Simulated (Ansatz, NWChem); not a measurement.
**N2H4 (hydrazine): methods side by side**

N2H4: 6 atoms, total charge 0, spin state singlet. SMILES: `NN`. The shape is that of a PBE0-D4/def2-TZVP optimisation. This is one conformer, not always the lowest. The run starts from this shape.

```xyz
6

N    -0.1351   -0.7017    0.1959
N     0.4473    0.5838    0.0899
H    -1.0762   -0.7376   -0.1805
H     0.4387   -1.3522   -0.3227
H     0.1039    1.1047   -0.7097
H     0.2215    1.1029    0.9271
```

Each level gives the adiabatic ionisation energy (to the doublet cation, no zero-point term) (eV). The values are calculated.

```json
{"level": "HF/STO-3G", "kind": "Hartree–Fock", "program": "Ansatz", "value (eV)": "5.49", "less CCSD(T)/cc-pVDZ": "-2.03", "CPU time (all runs)": "2.6 s"}
{"level": "HF/3-21G", "kind": "Hartree–Fock", "program": "Ansatz", "value (eV)": "6.55", "less CCSD(T)/cc-pVDZ": "-0.97", "CPU time (all runs)": "2.1 s"}
{"level": "HF/6-31G* (Cartesian functions)", "kind": "Hartree–Fock", "program": "Ansatz", "value (eV)": "6.83", "less CCSD(T)/cc-pVDZ": "-0.69", "CPU time (all runs)": "4.4 s"}
{"level": "PBE-D3(BJ)/def2-SVP", "kind": "GGA", "program": "NWChem", "value (eV)": "7.36", "less CCSD(T)/cc-pVDZ": "-0.16", "CPU time (all runs)": "3 min"}
{"level": "PBE/def2-SVP", "kind": "GGA", "program": "Ansatz", "value (eV)": "7.36", "less CCSD(T)/cc-pVDZ": "-0.16", "CPU time (all runs)": "15 s"}
{"level": "B3LYP-D3(BJ)/6-311G**", "kind": "global hybrid", "program": "NWChem", "value (eV)": "7.72", "less CCSD(T)/cc-pVDZ": "+0.20", "CPU time (all runs)": "3.4 min"}
{"level": "B3LYP/6-31G* (Cartesian functions)", "kind": "global hybrid", "program": "Ansatz", "value (eV)": "7.62", "less CCSD(T)/cc-pVDZ": "+0.10", "CPU time (all runs)": "10 s"}
{"level": "MP2/6-31G* (Cartesian functions)", "kind": "perturbation theory", "program": "Ansatz", "value (eV)": "7.40", "less CCSD(T)/cc-pVDZ": "-0.12", "CPU time (all runs)": "5.6 s"}
{"level": "CCSD(T)/cc-pVDZ", "kind": "coupled cluster or CI", "program": "Ansatz", "value (eV)": "7.52", "less CCSD(T)/cc-pVDZ": "0.00", "CPU time (all runs)": "2.6 min"}
{"level": "CCSD/cc-pVDZ", "kind": "coupled cluster or CI", "program": "Ansatz", "value (eV)": "7.51", "less CCSD(T)/cc-pVDZ": "-0.01", "CPU time (all runs)": "2 min"}
```

Differences are taken from CCSD(T)/cc-pVDZ for orientation; it has basis-set and higher-order errors of its own. The values span 5.49 to 7.72 eV. Without the sets that lack polarisation functions the rows with a basis span only 6.83 to 7.72 eV. Times are those of the runs behind each value, whatever else they computed, on shared processors of several kinds: orders of magnitude only.

Electron correlation accounts for much of the Hartree–Fock shortfall: with the same 6-31G* basis, MP2 raises the ionisation energy from 6.83 to 7.40 eV. The neutral molecule has one more electron pair than the cation, so neglecting correlation penalises it more. The still lower HF/STO-3G value also reflects a basis too rigid to describe the lone pairs of the neutral well. CCSD and CCSD(T) nearly coincide, so the perturbative triples contribution largely cancels between the two charge states.

The electron leaves the out-of-phase combination of the nitrogen lone pairs, which strengthens the N–N bond and favours a flatter cation with a three-electron π bond. The resulting relaxation places the adiabatic energy well below the vertical one.

Even the CCSD(T) value lies below the experimental adiabatic ionisation energy, probably because the compact double-zeta basis under-describes the neutral's correlation and diffuse lone-pair density. The positive B3LYP differences therefore don't demonstrate overestimation of the true ionisation energy.
